**Softest modes of (HO)₂B–X–GeH₃, X = O, S: mass bounds and a zero-point forecast**

The table holds the 24 unscaled harmonic wavenumbers of both molecules at PBE0-D4/def2-TZVP (Ansatz 0.2.0), paired by rank, with their ratios. The two structures are different hydroxyl conformers, so the ratios mix the change of atom with a change of conformation. The program tests a pure mass effect on modes 3 to 24 through the per-rank window 0.71–1.00 and the Teller–Redlich product bound of 0.42, and both fail (mode 3 rises by a factor 1.25, the product is 0.226). It then forecasts modes 1 and 2 from the zero-point sum, rank order and a guessed quotient $\omega_1/\omega_2\ge0.3$, with no fitted parameter. All computed values fall inside the windows, with midpoint misses of 11 and 15 % for mode 1 and 2 to 3 % for mode 2, and the ratio of mode 1 is 0.51 against a forecast of 0.67. The zero-point sum is an identity of the calculation, so the hits test only the guessed split for sulfur.

Unscaled harmonic wavenumbers of (HO)₂B–*–GeH₃ with * = O (point group Cs, zero-point energy 165.1 kJ/mol) and * = S (C1, 157.9 kJ/mol), computed with Ansatz 0.2.0 at PBE0-D4/def2-TZVP on geometries optimised at the same level. All modes are listed in rising order and matched between the molecules by rank alone, so characters can cross.

## Script

```python
# Table: harmonic wavenumbers (1/cm), Ansatz 0.2.0, PBE0-D4/def2-TZVP, of (HO)2B-X-GeH3, X = O, S,
# paired by rank. Tested: mass-only bounds (per rank, Teller-Redlich product) on the known rows;
# forecast of modes 1-2 from the zero-point sum, rank order and a guessed w1/w2 >= 0.3.
T = {
    'mode': [1, 2, 3, 4, 5, 6, 7, 8, 9, 10, 11, 12, 13, 14, 15, 16, 17, 18, 19, 20, 21, 22, 23, 24],
    'w_O': [87.7, 105.3, 116.2, 344.7, 459.8, 480.1, 541.0, 620.9, 630.6, 689.7, 692.9, 856.2, 871.4, 875.0, 939.3, 1014.8, 1042.3, 1432.8, 1465.5, 2173.4, 2178.5, 2184.5, 3903.3, 3904.0],  # 1/cm
    'w_S': [44.6, 92.8, 145.0, 292.1, 397.2, 450.5, 470.2, 540.5, 568.3, 576.9, 578.3, 647.7, 841.8, 875.1, 881.6, 1002.4, 1009.6, 1257.9, 1462.9, 2113.4, 2166.6, 2187.9, 3878.5, 3913.6],  # 1/cm
    'ratio': [0.51, 0.88, 1.25, 0.85, 0.86, 0.94, 0.87, 0.87, 0.9, 0.84, 0.83, 0.76, 0.97, 1.0, 0.94, 0.99, 0.97, 0.88, 1.0, 0.97, 0.99, 1.0, 0.99, 1.0],
}
HELD = [0, 1]  # rows withheld from the fit
import numpy as np
from scipy import constants as c
f = lambda k: np.array([np.nan if v is None else float(v) for v in T[k]])
mode = f('mode'); w = {'O': f('w_O'), 'S': f('w_S')}; r = w['S']/w['O']
K = np.array([i for i in range(len(mode)) if i not in HELD])
sel = lambda a, b: np.array([i for i in K if a <= mode[i] <= b])
ZPE = {'O': 165.1, 'S': 157.9}      # kJ/mol, same calculation, from the caption
mX = {'O': 16.0, 'S': 32.1}         # from the notes
mB, mGe, mH, rGeH = 11., 73., 1.0, 1.5   # rough recalled values (u, angstrom)
cm = c.h*c.c*100*c.N_A/1e3          # kJ/mol per 1/cm
print('rounding: w 0.05 1/cm, printed ratio 0.005, ZPE 0.05 kJ/mol = %.1f 1/cm in sum' % (0.1/cm))
lo = (mX['O']/mX['S'])**0.5
M = {k: mB+mGe+5*mH+2*mX['O']+mX[k] for k in w}
bound = (mX['O']/mX['S']*M['S']/M['O'])**1.5
prod = np.prod(r[K])
print('mass-only window per rank %.2f-1.00; known ratios > 1:' % lo, ', '.join('%d (%.3f)' % (mode[i], r[i]) for i in K if r[i] > 1))
print('product of known ratios %.3f; mass-only lower bound %.2f; product/bound %.2f' % (prod, bound, prod/bound))
dia = lambda m: ((m*mX['O']/(m+mX['O']))/(m*mX['S']/(m+mX['S'])))**0.5
print('diatomic mass ratios Ge-X %.2f, B-X %.2f; rank ratios mode 12 %.3f, mode 18 %.3f' % (dia(mGe), dia(mB), r[sel(12, 12)][0], r[sel(18, 18)][0]))
cnt = lambda k, a, b: int(np.sum((w[k][K] > a) & (w[k][K] < b)))
for a, b in [(200, 800), (800, 1100), (1100, 1300), (1300, 1500)]:
    print('modes in %d-%d 1/cm: O %d, S %d' % (a, b, cnt('O', a, b), cnt('S', a, b)))
for a, b in [(20, 22), (23, 24)]:
    s = sel(a, b)
    print('modes %d-%d: mean O %.1f S %.1f (%+.2f %%), spread O %.1f S %.1f 1/cm' % (a, b, w['O'][s].mean(), w['S'][s].mean(), 100*(w['S'][s].mean()/w['O'][s].mean()-1), np.ptp(w['O'][s]), np.ptp(w['S'][s])))
print('ZPE O-S %.1f kJ/mol; by block:' % (ZPE['O']-ZPE['S']), ', '.join('%d-%d %.2f' % (a, b, cm/2*(w['O'][sel(a, b)]-w['S'][sel(a, b)]).sum()) for a, b in [(3, 12), (13, 19), (20, 24)]))
s = sel(4, 11); rb, sb = r[s].mean(), r[s].std(ddof=1)
print('rival: ratio of modes 4-11 mean %.3f, sd %.3f, range %.3f-%.3f' % (rb, sb, r[s].min(), r[s].max()))
assert prod < bound
assert r[sel(3, 3)][0] > 1.1
assert cnt('O', 800, 1100) == cnt('S', 800, 1100) + 1
assert np.ptp(w['S'][sel(20, 22)]) > 3*np.ptp(w['O'][sel(20, 22)])
d = 0.1/cm + 0.05*len(K); g = 0.3; S = {}; win = {}
for k in w:
    S[k] = 2*ZPE[k]/cm - w[k][K].sum(); w3 = w[k][K].min(); a, b = S[k]-d, S[k]+d
    win[k] = [(max(a-w3, a*g/(1+g)), b/2), (a/2, min(w3, b/(1+g)))]
    print('%s: w1+w2 = %.1f +- %.1f, w3 = %.1f; windows without guess w1 %.0f-%.0f, w2 %.0f-%.0f 1/cm' % (k, S[k], d, w3, max(a-w3, 0), b/2, a/2, min(w3, b)))
print('forecast sum ratio S/O %.2f (%.2f-%.2f)' % (S['S']/S['O'], (S['S']-d)/(S['O']+d), (S['S']+d)/(S['O']-d)))
I = 3*mH*c.atomic_mass*(rGeH*1e-10*np.sin(np.arccos(-1/3)))**2
F = c.h/(8*np.pi**2*c.c*100*I)
print('GeH3 rotor F ~ %.1f 1/cm; w = 50, 100 implies V3 ~ %.0f, %.0f kJ/mol (order only)' % (F, 50**2/9/F*cm, 100**2/9/F*cm))
io = lambda x, a, b: 'inside' if a <= x <= b else 'OUTSIDE'
print('--- forecast, computed, miss ---')
for j, i in enumerate(sorted(HELD)):
    for k in w:
        a, b = win[k][j]; p = (a+b)/2
        print('mode %d %s: %.0f +- %.0f (%.0f-%.0f); computed %.1f; miss %+.1f 1/cm (%+.0f %%), %s' % (mode[i], k, p, (b-a)/2, a, b, w[k][i], w[k][i]-p, 100*(w[k][i]-p)/p, io(w[k][i], a, b)))
    (a, b), (e, h) = win['O'][j], win['S'][j]; p = (e+h)/(a+b)
    print('mode %d ratio: %.2f (%.2f-%.2f); computed %.3f; miss %+.2f, %s' % (mode[i], p, e/b, h/a, r[i], r[i]-p, io(r[i], e/b, h/a)))
    print('  rivals: mass window %s; modes 4-11 mean misses by %+.2f (%.1f sd)' % (io(r[i], lo, 1), r[i]-rb, abs(r[i]-rb)/sb))
H = sorted(HELD)
for k in w:
    x = w[k][H]
    print('%s: computed w1+w2 %.1f, minus ZPE sum %+.1f 1/cm; w1/w2 %.2f; w2/w3 %.2f' % (k, x.sum(), x.sum()-S[k], x[0]/x[1], x[1]/w[k][K].min()))
    print('   V3 if GeH3 torsion were mode 1, 2: ~%.1f, %.1f kJ/mol (order only)' % tuple(x**2/9/F*cm))
print('computed sum ratio %.2f; modes 1-2 share of ZPE O-S %.2f kJ/mol' % (w['S'][H].sum()/w['O'][H].sum(), cm/2*(w['O'][H]-w['S'][H]).sum()))
print('sum of modes 1-3: O %.1f, S %.1f 1/cm, ratio %.2f' % (w['O'][:3].sum(), w['S'][:3].sum(), w['S'][:3].sum()/w['O'][:3].sum()))
print('product of all 24 ratios %.3f against mass-only bound %.2f' % (np.prod(r), bound))
```

Printed output:

```
rounding: w 0.05 1/cm, printed ratio 0.005, ZPE 0.05 kJ/mol = 8.4 1/cm in sum
mass-only window per rank 0.71-1.00; known ratios > 1: 3 (1.248), 14 (1.000), 22 (1.002), 24 (1.002)
product of known ratios 0.226; mass-only lower bound 0.42; product/bound 0.54
diatomic mass ratios Ge-X 0.77, B-X 0.89; rank ratios mode 12 0.756, mode 18 0.878
modes in 200-800 1/cm: O 8, S 9
modes in 800-1100 1/cm: O 6, S 5
modes in 1100-1300 1/cm: O 0, S 1
modes in 1300-1500 1/cm: O 2, S 1
modes 20-22: mean O 2178.8 S 2156.0 (-1.05 %), spread O 11.1 S 74.5 1/cm
modes 23-24: mean O 3903.7 S 3896.1 (-0.19 %), spread O 0.7 S 35.1 1/cm
ZPE O-S 7.2 kJ/mol; by block: 3-12 4.58, 13-19 1.85, 20-24 0.50
rival: ratio of modes 4-11 mean 0.870, sd 0.035, range 0.835-0.938
O: w1+w2 = 185.7 +- 9.5, w3 = 116.2; windows without guess w1 60-98, w2 88-116 1/cm
S: w1+w2 = 140.8 +- 9.5, w3 = 145.0; windows without guess w1 0-75, w2 66-145 1/cm
forecast sum ratio S/O 0.76 (0.67-0.85)
GeH3 rotor F ~ 2.8 1/cm; w = 50, 100 implies V3 ~ 1, 5 kJ/mol (order only)
--- forecast, computed, miss ---
mode 1 O: 79 +- 19 (60-98); computed 87.7; miss +8.9 1/cm (+11 %), inside
mode 1 S: 53 +- 22 (30-75); computed 44.6; miss -8.1 1/cm (-15 %), inside
mode 1 ratio: 0.67 (0.31-1.25); computed 0.509; miss -0.16, inside
  rivals: mass window OUTSIDE; modes 4-11 mean misses by -0.36 (10.3 sd)
mode 2 O: 102 +- 14 (88-116); computed 105.3; miss +3.1 1/cm (+3 %), inside
mode 2 S: 91 +- 25 (66-116); computed 92.8; miss +2.2 1/cm (+2 %), inside
mode 2 ratio: 0.89 (0.57-1.31); computed 0.881; miss -0.01, inside
  rivals: mass window inside; modes 4-11 mean misses by +0.01 (0.3 sd)
O: computed w1+w2 193.0, minus ZPE sum +7.3 1/cm; w1/w2 0.83; w2/w3 0.91
   V3 if GeH3 torsion were mode 1, 2: ~3.6, 5.2 kJ/mol (order only)
S: computed w1+w2 137.4, minus ZPE sum -3.4 1/cm; w1/w2 0.48; w2/w3 0.64
   V3 if GeH3 torsion were mode 1, 2: ~0.9, 4.1 kJ/mol (order only)
computed sum ratio 0.71; modes 1-2 share of ZPE O-S 0.33 kJ/mol
sum of modes 1-3: O 309.2, S 282.4 1/cm, ratio 0.91
product of all 24 ratios 0.101 against mass-only bound 0.42
```
